**Q.** I calculated the energy needed to take disilazane, (SiH₃)₂NH, apart into free atoms. CCSD(T) is supposed to be the most reliable of the familiar methods, yet PBE comes out closer to the best estimate. Have I made a mistake?

Atomization energy of disilazane (neutral singlet, PBE0/def2-SVP geometry), calculated with the in-house AFQMC program afq 1 and Ansatz 0.2.0. The basis is def2-TZVP except in the rows marked CBS; correlated wavefunction methods use an RHF determinant for the molecule and frozen noble-gas cores. The best estimate takes released AFQMC as its reference level.

| level | this level less the best estimate at the basis limit (meV) | statistical noise, one standard error (meV) |
| --- | --- | --- |
| HF | -8331.0 | 0.000 |
| MP2 | -1676.0 | 0.000 |
| CCSD | -1711.0 | 0.000 |
| CCSD(T) | -1456.0 | 0.000 |
| ph-AFQMC/CISD | -1453.0 | 7.000 |
| released AFQMC | -1467.0 | 12.000 |
| HF/CBS | -8183.0 | 0.000 |
| MP2/CBS | -155.0 | 0.000 |
| CCSD(T)/CBS | 16.0 | 0.000 |
| PBE | -675.0 | 0.000 |
| r2SCAN | -396.0 | 0.000 |
| PBE0 | -804.0 | 0.000 |
| B3LYP | -336.0 | 0.000 |
| wB97M-V | -39.0 | 0.000 |
| B2PLYP | -653.0 | 0.000 |

**A.** Probably not, but you are comparing two different kinds of error. Each entry is the atomization energy at that level less the best estimate, so a negative number means that the molecule is bound too weakly. The best estimate belongs to the basis limit, as do the rows marked CBS; that limit is extrapolated from finite basis sets, so it has a small uncertainty of its own. The other rows were calculated in the TZVP basis, and they carry its error as well as their own.

**Q.** How can I tell which of the two I am looking at?

**A.** Compare methods within one basis first. In TZVP, CCSD(T) is off by −1456 meV. Phaseless AFQMC, which treats correlation by a quite different route, differs from it by only 3 meV. Do not read too much into that figure: for the molecule alone AFQMC lies 43 meV below CCSD(T), and the atoms cancel most of that. The listed noise of 7 meV is that of the molecular walk and leaves out the bias of the phaseless constraint, and the trial wavefunction was built from CCSD amplitudes, so the two are not fully independent; but some tens of meV are tiny beside the error they share. When two such different methods agree so closely and both miss by almost one and a half electronvolts, suspect what they share, and that is the basis.

**Q.** Then changing the basis should remove the error.

**A.** It does: at the limit CCSD(T) is within 16 meV. That small number is no independent proof, because the best estimate is itself built on CCSD(T) at the limit and carries 12 meV of noise. The shift from TZVP to the limit is the better witness, since the best estimate cancels out of it. MP2 moves by 1521 meV on the way to the limit, slightly further than CCSD(T) with its 1472 meV, so the shift has little to do with how well either method treats correlation.

**Q.** Does Hartree–Fock move as far?

**A.** No, only by 148 meV, and that tells you where the trouble sits. Hartree–Fock lets each electron feel only the average field of the others, and smooth orbitals describe that well. A correlated method must also describe how two electrons avoid each other at close range. There the exact wavefunction has a cusp, which products of smooth orbitals reproduce only slowly as functions of higher angular momentum are added. TZVP is lean in just these functions: each hydrogen has a single p shell and no d shell.

**Q.** Why doesn't the error cancel between the molecule and its atoms?

**A.** Count the valence pairs. The molecule has ten. The free atoms keep three, one on nitrogen and one on each silicon, so atomization breaks up seven. The correlation within those pairs exists only on the molecular side, and so does most of the error in describing it. A reaction that conserves the number and kind of pairs should suffer much less.

**Q.** So is Hartree–Fock the good method here, since it hardly depends on the basis?

**A.** It is the worst. Converged with respect to the basis does not mean correct: at the limit it is still 8183 meV short, about a quarter of the whole atomization energy. Divided among the seven pairs, that is 8.2 eV / 7 ≈ 1.2 eV each. This is only an average, since electrons of different pairs avoid each other too, but it suggests why a molecule with more bonds usually fares worse. Here the method has failed, and no basis will repair it.

**Q.** And PBE? It was run in TZVP as well.

**A.** Yes, but PBE takes its correlation energy from the density and has no cusp to build out of orbitals. Its basis error should therefore resemble that of Hartree–Fock. If we borrow that shift, the PBE error at the limit becomes −675 + 148 = −527 meV. The transfer is an untested estimate, and the functionals were run with all electrons while the best estimate freezes the cores, a mismatch expected to be small beside this error. Even so, it suggests that most of the PBE error belongs to the functional. The output below applies the same step to the other functionals, with an extra share for B2PLYP, which contains some MP2 correlation.

**Q.** I had learned that PBE binds molecules too strongly.

**A.** That reputation comes largely from multiple bonds and from atoms crowded with lone pairs, as in O₂. Disilazane has only single bonds, six of them Si–H, and PBE is known to underbind silanes. PBE0 ends up a further 129 meV lower than PBE. Exact exchange does not weaken every bond alike: it is expected to leave Si–H bonds as strong or slightly stronger and to weaken the bonds to nitrogen, so the drop probably comes from the nitrogen. The table gives only totals and cannot split them by bond.

**Q.** Then I should simply take wB97M-V, with its error of −39 meV?

**A.** Not on this evidence. The same borrowed shift would turn −39 into about +109 meV, so the near-perfect score may owe much to two errors cancelling. It shows that the functional does well in this basis for this molecule, not that it is accurate to 39 meV.

**Q.** Does this matter outside the exercise?

**A.** Yes, wherever a heat of formation is derived from an atomization energy: CCSD(T) in TZVP would make this molecule look too unstable by almost one and a half electronvolts. The remedy is a larger basis with extrapolation, or an explicitly correlated (F12) variant of the method, which builds the cusp into the wavefunction. Merely exchanging CCSD(T) for another conventional correlation method in the same basis would not help.

Printed output of the fit:

```
functionals closer to the best estimate than CCSD(T) in TZVP (of six): 6
phaseless AFQMC less CCSD(T), both TZVP (meV): 3
released AFQMC less CCSD(T), both TZVP (meV): -11
phaseless less released AFQMC (meV): 14
basis shift of HF, TZVP to limit (meV): 148
basis shift of MP2, TZVP to limit (meV): 1521
basis shift of CCSD(T), TZVP to limit (meV): 1472
correlation part of the CCSD(T) basis shift (meV): 1324
share of the CCSD(T) correlation contribution found in TZVP (%): 83.85
MP2 less CCSD(T) in TZVP (meV): -220
MP2 less CCSD(T) at the limit (meV): -171
triples, CCSD(T) less CCSD in TZVP (meV): 255
MP2 less CCSD in TZVP (meV): 35
HF error at the limit as share of the atomization energy (%): 25.42
HF error at the limit per electron pair lost on atomization (eV): -1.169
PBE0 less PBE (meV): -129
MP2-like part of the B2PLYP basis shift, estimate (meV): 370.7
PBE error at the limit, estimate (meV): -527
PBE0 error at the limit, estimate (meV): -656
r2SCAN error at the limit, estimate (meV): -248
B3LYP error at the limit, estimate (meV): -188
wB97M-V error at the limit, estimate (meV): 109
B2PLYP error at the limit, estimate (meV): -134.3
```
